## Polarisability of the trivalent 5d ions: where does the trend lead?

A static field distorts an ion by mixing empty orbitals into filled ones. The dipole polarisability $\alpha$, the induced dipole per unit field, is large when many electrons sit in extended orbitals with dipole-allowed excitations of low energy. The table gives spherical, scalar-relativistic, spin-polarised LDA results for 3+ ions, with the two lightest hidden.

Trivalent ions from Hf to Bi in their NIST ground configurations, computed with radks 1 (radial solver, with Libxc) as spherical all-electron atoms: scalar-relativistic, spin-polarised LDA-VWN5, open shells at highest spin, Fermi nucleus. Linear response uses Sternheimer equations with the Hartree and adiabatic LDA kernel, which the uncoupled values omit; atomic units.

| species | Z | electrons | configuration | dipole polarisability (bohr³) | uncoupled dipole polarisability (bohr³) | C6 (a.u.) | C9 (triple dipole) (a.u.) | coupled / uncoupled |
| --- | --- | --- | --- | --- | --- | --- | --- | --- |
| Hf3+ | 72 | 69 | [Xe] 4f14 5d1 | ? | ? | ? | ? | ? |
| W3+ | 74 | 71 | [Xe] 4f14 5d3 | ? | ? | ? | ? | ? |
| Re3+ | 75 | 72 | [Xe] 4f14 5d4 | 7.455 | 10.85 | 40.61 | 202.8 | 0.687 |
| Os3+ | 76 | 73 | [Xe] 4f14 5d5 | 7.126 | 10.51 | 39.98 | 193.1 | 0.678 |
| Ir3+ | 77 | 74 | [Xe] 4f14 5d6 | 6.845 | 10.39 | 39.18 | 183.1 | 0.659 |
| Au3+ | 79 | 76 | [Xe] 4f14 5d8 | 6.117 | 9.648 | 35.81 | 151.3 | 0.634 |
| Hg3+ | 80 | 77 | [Xe] 4f14 5d9 | 5.741 | 9.187 | 33.75 | 134.4 | 0.625 |
| Tl3+ | 81 | 78 | [Xe] 4f14 5d10 | 5.377 | 8.716 | 31.64 | 118.5 | 0.617 |
| Pb3+ | 82 | 79 | [Xe] 4f14 5d10 6s1 | 8.271 | 14.08 | 47.09 | 254.6 | 0.587 |
| Bi3+ | 83 | 80 | [Xe] 4f14 5d10 6s2 | 9.387 | 17.93 | 57.56 | 361.4 | 0.523 |

The uncoupled polarisability $\alpha_0$ lets each electron feel the external field alone. The coupled value $\alpha$ adds the Hartree and exchange-correlation potential of the induced density, which on balance opposes the external field, so a smaller ratio $\alpha/\alpha_0$ means stronger screening. $C_6$ is the coefficient of the dispersion attraction $-C_6/R^6$ between two like ions, and $C_9$ that of the triple-dipole energy of three.

### The known rows

From Re³⁺ to Tl³⁺, $\alpha$ falls at every step, from 7.455 to 5.377 bohr³, by 0.28 to 0.38 per added electron (Ir³⁺ to Au³⁺ spans two). Each step adds a proton and a 5d electron. Electrons of one shell shield each other poorly, so the shell contracts and its excitations to 6p and to f states move up. Filling 5d also removes empty states for the 5p→5d excitations of the core. Both effects are standard and they add; these numbers do not separate them. Stronger screening supplies the rest: $\alpha_0$ falls 20% over these rows while $\alpha$ falls 28%, as the ratio drops from 0.687 to 0.617.

With 5d full, the next electrons enter 6s and $\alpha$ jumps to 8.271 and 9.387. The levels of the Bi³⁺ calculation show 6s outermost in that ion, at −40.5 eV with mean radius 2.01 bohr, against −55.1 eV and 1.22 bohr for 5d. The low-lying 6s→6p excitation is the standard cause of the jump. From Tl³⁺ to Bi³⁺ the dipole response rises 75% and the octupole response 103%, but the quadrupole response only 20%. This fits the selection rules: filling 6s closes the 5d→6s quadrupole channel that is open in Tl³⁺.

One step inside the d block is irregular. From Os³⁺ to Ir³⁺, $\alpha_0$ drops by only 0.12, against 0.34 one step earlier. At highest spin Ir³⁺ holds the first minority-spin 5d electron, which lacks exchange partners in the shell and is normally less bound. That is a plausible cause, not a demonstrated one, and the kink depends on the imposed spin state and the neglect of spin-orbit coupling.

### Straight line or turnover?

A line through the six d rows has slope −0.348 bohr³ per electron and continues to 7.83 for W³⁺ and about 8.5 for Hf³⁺. It reaches 8.88 at zero d electrons, where the ion is Lu³⁺, with only its compact 5s5p4f core. A rough recalled value for Lu³⁺ is 4.3 bohr³, half of what the line demands. If that is about right, $\alpha$ must pass through a maximum: toward the light end each 5d electron gets softer, but fewer are left.

A model with this behaviour adds a core term and $n$ equal 5d terms, each scaling with a Slater screened charge:

$$\alpha \approx 4.3\left(\frac{13.35}{Z-57.65}\right)^{4} + n\,b\,Z_d^{-p},\qquad Z_d = Z-68-0.35\,(n-1).$$

A 5d electron is shielded fully by the 68 inner electrons and by 0.35 from each other d electron. For 5p the shielding is $7(0.35)+32(0.85)+28=57.65$, which leaves 13.35 at $Z=71$. The fourth power is the hydrogenic scaling. Fitted to the six rows Re³⁺ to Tl³⁺, $b=73.3$ and $p=2.18$; the two trade against each other and carry no separate meaning.

The known rows do not favour this model. Its root-mean-square error is 0.039 bohr³ against 0.029 for the line, both far above the 0.0005 to which the table is rounded. The case for a turnover rests wholly on the $n\to0$ limit and a recalled number. Pb³⁺ and Bi³⁺ were left out because the model has no 6s term; it falls short of them by 3.9 and 5.7 bohr³.

For Hf³⁺, which was not in the fit, $Z=72$ and $n=1$. The core term is $4.3\,(13.35/14.35)^4=3.2$. With $Z_d=4$ the 5d term is $73.3\times4^{-2.18}=3.6$, and the sum is 6.8 bohr³. Coupled response is not strictly additive, so the split says only that core and lone electron are of comparable weight.

For dispersion, let one effective excitation energy $\omega$ carry the whole response, $\alpha(i\xi)=\alpha/(1+\xi^2/\omega^2)$ at imaginary frequency $\xi$. The Casimir–Polder integrals over $\alpha^2$ and $\alpha^3$ then give

$$C_6=\tfrac34\alpha^2\omega=\tfrac34\sqrt{N_{\rm eff}}\,\alpha^{3/2},\qquad C_9=\tfrac34\,\alpha\,C_6,$$

where $N_{\rm eff}=\alpha\omega^2$ is the effective number of responding electrons. Taken from the table, $N_{\rm eff}$ grows almost linearly from 7.08 (Re³⁺) to 11.45 (Tl³⁺). This growth offsets part of the contraction, so $C_6$ falls 22% over that range while $\alpha$ falls 28%. The quotient $C_9/(\tfrac34\alpha C_6)$ lies between 0.87 and 0.93 in the known rows, below one because real excitations are spread in energy. $N_{\rm eff}$, this quotient and the screening ratio were extended as straight lines in $n$, with no physics beyond continuity. For Hf³⁺ this gives $N_{\rm eff}=4.92$ and $C_6=0.75\sqrt{4.92}\times6.77^{3/2}=29.3$.

### The forecast

W³⁺ should lie slightly above Re³⁺. Hf³⁺ should lie below W³⁺, well below the line and probably below Re³⁺, with $C_6$ and $C_9$ also below those of W³⁺. The bar on $\alpha$ combines half the spread found when the Lu³⁺ value is varied from 3.8 to 5.0 and the core exponent from 2 to 4 with a back-test that leaves out Re³⁺ (miss 0.05 bohr³, counted once per electron of extrapolation). The bars on the three lines combine the scatter of each fit with, by convention, half of the extrapolated change. The bars on $\alpha_0$, $C_6$ and $C_9$ are propagated from these. The ranges in brackets were set by judgement beforehand.

| | W³⁺ | Hf³⁺ |
|---|---|---|
| $\alpha$ (bohr³) | 7.68 ± 0.08 (7.45–7.85) | 6.77 ± 0.34 (6.3–7.5) |
| $\alpha_0$ (bohr³) | 10.99 ± 0.16 (10.6–11.4) | 9.4 ± 0.5 (8.7–10.8) |
| $\alpha/\alpha_0$ | 0.699 ± 0.007 (0.68–0.71) | 0.723 ± 0.018 (0.66–0.74) |
| $C_6$ (a.u.) | 40.2 ± 1.3 (38.5–41.5) | 29 ± 4 (26–35) |
| $C_9$ (a.u.) | 206 ± 8 (190–215) | 131 ± 22 (105–175) |

Two risks attach to Hf³⁺. LDA self-interaction of a lone 5d electron and shallow 4f→5d excitations would push $\alpha$ up. The core could give a larger $N_{\rm eff}$ and stronger screening than the lines predict.

### The computed values

The withheld rows as computed:

| species | Z | electrons | configuration | dipole polarisability (bohr³) | uncoupled dipole polarisability (bohr³) | C6 (a.u.) | C9 (triple dipole) (a.u.) | coupled / uncoupled |
| --- | --- | --- | --- | --- | --- | --- | --- | --- |
| Hf3+ | 72 | 69 | [Xe] 4f14 5d1 | 6.536 | 10.20 | 30.81 | 128.3 | 0.641 |
| W3+ | 74 | 71 | [Xe] 4f14 5d3 | 7.620 | 11.00 | 39.83 | 200.1 | 0.693 |

The turnover is there. $\alpha$ rises by 0.54 bohr³ per electron from Hf³⁺ to W³⁺ and then falls by 0.165 to Re³⁺. The line overshoots the computed Hf³⁺ value by 30% and W³⁺ by 2.8%; the counting model is high by 3.6% and 0.7%, each within its bar. W³⁺ has the largest $\alpha$ of the d rows, and the maximum lies somewhere between Hf³⁺ and Re³⁺. The first risk did not show as an excess, since Hf³⁺ came out near the bottom of the spread 6.48–7.09. That does not make the self-interaction error small, because the fitted rows carry it too. The hit supports the counting argument but not the particular division into core and 5d.

All five W³⁺ values fall inside bars and ranges, a mild test for a step of one electron. One ordering was missed: the central $C_9$ of 206 lay above the 202.8 of Re³⁺, whereas the computed 200.1 lies below. Among the computed d rows, which lack Ta³⁺, $C_6$ and $C_9$ are largest at Re³⁺, one row after $\alpha$. For $C_6=\tfrac34\alpha^2\omega$ the rise of $\omega$ in that step, from 0.915 to 0.974 hartree, outweighs the loss in $\alpha^2$. For $C_9$ it only about cancels the loss in $\alpha^3$, and the rise of the quotient from 0.879 to 0.893 decides the order.

The clear miss is the screening ratio of Hf³⁺: 0.641 against 0.723, off by 4.4 bars and outside the range. The direction had been named as a risk, the size had not been foreseen. The error passes into $\alpha_0$, predicted 8% below the computed 10.2, which is 1.6 bars off though inside the range. Among the d rows the ratio, like $\alpha$, is highest at W³⁺.

A two-level picture suggests why. For one excitation with orbital gap $\Delta$ and self-repulsion $\kappa$ of the induced density, $\alpha/\alpha_0=1/(1+\kappa/\Delta)$. Screening is strong when many electrons respond in phase, or when initial and final orbitals overlap well, as they do within one principal shell. Toward Tl³⁺ the growing number of d electrons raises $\kappa$. In Bi³⁺ the 6s→6p excitation joins good overlap to a small gap, and the ratio is lowest, 0.523; from Pb³⁺ to Bi³⁺ $\alpha_0$ gains 27% but $\alpha$ only 13.5%. In Hf³⁺ nine of ten 5d states are empty, so six 5p electrons can respond through 5p→5d, again within one shell. A line fitted where the d electrons are numerous cannot anticipate that change. This account is argued after the fact, and shallow 4f→5d excitations, which these data do not separate from 5p→5d, may share in the effect.

Two more numbers agree with it. $N_{\rm eff}$ for Hf³⁺ is 6.04, not 4.92, so more oscillator strength takes part than the d count suggests. The $C_9$ quotient, 0.849, is the lowest of all rows, the mark of a widely spread spectrum such as a soft lone electron over a stiff core would give. The next lowest, 0.872, belongs to Pb³⁺, also one electron outside closed shells.

The $C_6$ and $C_9$ hits for Hf³⁺ owe part of their quality to cancellation. Too high an $\alpha$ offset too low an $N_{\rm eff}$, which left $C_6$ 4.8% under the computed 30.81. In $C_9$ that deficit met a high $\alpha$ and a high quotient, for a miss of 2.1%. The printed analysis below lists every residual.

For a neighbouring series at fixed charge the same reasoning suggests, without a test here, that a new shell outside a compact core first raises $\alpha$, while count wins in the nearly empty shell, and lowers it once contraction outweighs one more electron among many. The place of the maximum here is that of spherical ions in imposed configurations. A real 5d¹ or 5d³ ion has terms split by spin-orbit coupling and, for an orbitally degenerate state such as 5d¹, a direction-dependent polarisability, so differences of a few per cent, like that between W³⁺ and Re³⁺, need not survive in nature.

Output of the analysis:

```
core+5d model (anchor 4.3 recalled, q=4): b=73.3 p=2.18 rms=0.039 bohr^3
line: slope -0.348 bohr^3/electron, value at n=0 8.88, rms 0.029; rounding floor 0.0005
ion n5d alpha model-calc line-calc [bohr^3] omega[Eh] Neff C9/(0.75 a C6)
Re3+ 4 7.455 +0.024 +0.031 0.974 7.08 0.893
Os3+ 5 7.126 +0.031 +0.013 1.050 7.85 0.904
Ir3+ 6 6.845 -0.053 -0.054 1.115 8.51 0.910
Au3+ 8 6.117 -0.048 -0.021 1.276 9.96 0.921
Hg3+ 9 5.741 -0.006 +0.007 1.365 10.70 0.925
Tl3+ 10 5.377 +0.048 +0.024 1.459 11.45 0.929
Pb3+ 10 8.271 -3.862 -2.870 0.918 6.97 0.872 (6s, not fitted)
Bi3+ 10 9.387 -5.740 -3.986 0.871 7.12 0.892 (6s, not fitted)
worst fitted row: Ir3+ -0.8%
steps per added electron: coupled, uncoupled [bohr^3]; total change in %
 Re3+->Os3+ -0.329 -0.340 | -4.4% -3.1%
 Os3+->Ir3+ -0.281 -0.120 | -3.9% -1.1%
 Ir3+->Au3+ -0.364 -0.371 | -10.6% -7.1%
 Au3+->Hg3+ -0.376 -0.461 | -6.1% -4.8%
 Hg3+->Tl3+ -0.364 -0.471 | -6.3% -5.1%
 Tl3+->Pb3+ +2.894 +5.364 | +53.8% +61.5%
 Pb3+->Bi3+ +1.116 +3.850 | +13.5% +27.3%
Re3+->Tl3+: alpha -27.9%, C6 -22.1%, C9 -41.6%
Tl->Bi: dipole +75%, quadrupole +20%, octupole +103%
back-test, Re3+ left out: model miss +0.051 bohr^3
line in n, screening: slope -0.0122, intercept 0.735, rms 0.0029
line in n, Neff: slope +0.7237, intercept 4.192, rms 0.0237
line in n, C9 ratio: slope +0.0057, intercept 0.874, rms 0.0021
Hf3+: anchor grid 6.48-7.09; line gives 8.529, miss +1.993 (+30.5%)
 alpha[bohr^3] pred 6.774+-0.339 calc 6.536 miss +0.238 (+3.6%, 0.7 bars) plan 6.3-7.5 in
 uncoupled[bohr^3] pred 9.368+-0.526 calc 10.2 miss -0.832 (-8.2%, 1.6 bars) plan 8.7-10.8 in
 ratio pred 0.723+-0.018 calc 0.641 miss +0.082 (+12.8%, 4.4 bars) plan 0.66-0.74 OUT
 C6[au] pred 29.317+-3.915 calc 30.81 miss -1.493 (-4.8%, 0.4 bars) plan 26-35 in
 C9[au] pred 130.981+-21.896 calc 128.3 miss +2.681 (+2.1%, 0.1 bars) plan 105-175 in
 calc omega 0.962 Eh, Neff 6.04 (line 4.92), C9 ratio 0.849 (line 0.879)
W3+: anchor grid 7.61-7.73; line gives 7.834, miss +0.214 (+2.8%)
 alpha[bohr^3] pred 7.677+-0.079 calc 7.62 miss +0.057 (+0.7%, 0.7 bars) plan 7.45-7.85 in
 uncoupled[bohr^3] pred 10.987+-0.155 calc 11 miss -0.013 (-0.1%, 0.1 bars) plan 10.6-11.4 in
 ratio pred 0.699+-0.007 calc 0.693 miss +0.006 (+0.8%, 0.8 bars) plan 0.68-0.71 in
 C6[au] pred 40.242+-1.304 calc 39.83 miss +0.412 (+1.0%, 0.3 bars) plan 38.5-41.5 in
 C9[au] pred 206.403+-7.964 calc 200.1 miss +6.303 (+3.1%, 0.8 bars) plan 190-215 in
 calc omega 0.915 Eh, Neff 6.37 (line 6.36), C9 ratio 0.879 (line 0.891)
steps per electron Hf3+->W3+: +0.542, +0.400; W3+->Re3+: -0.165, -0.150
```
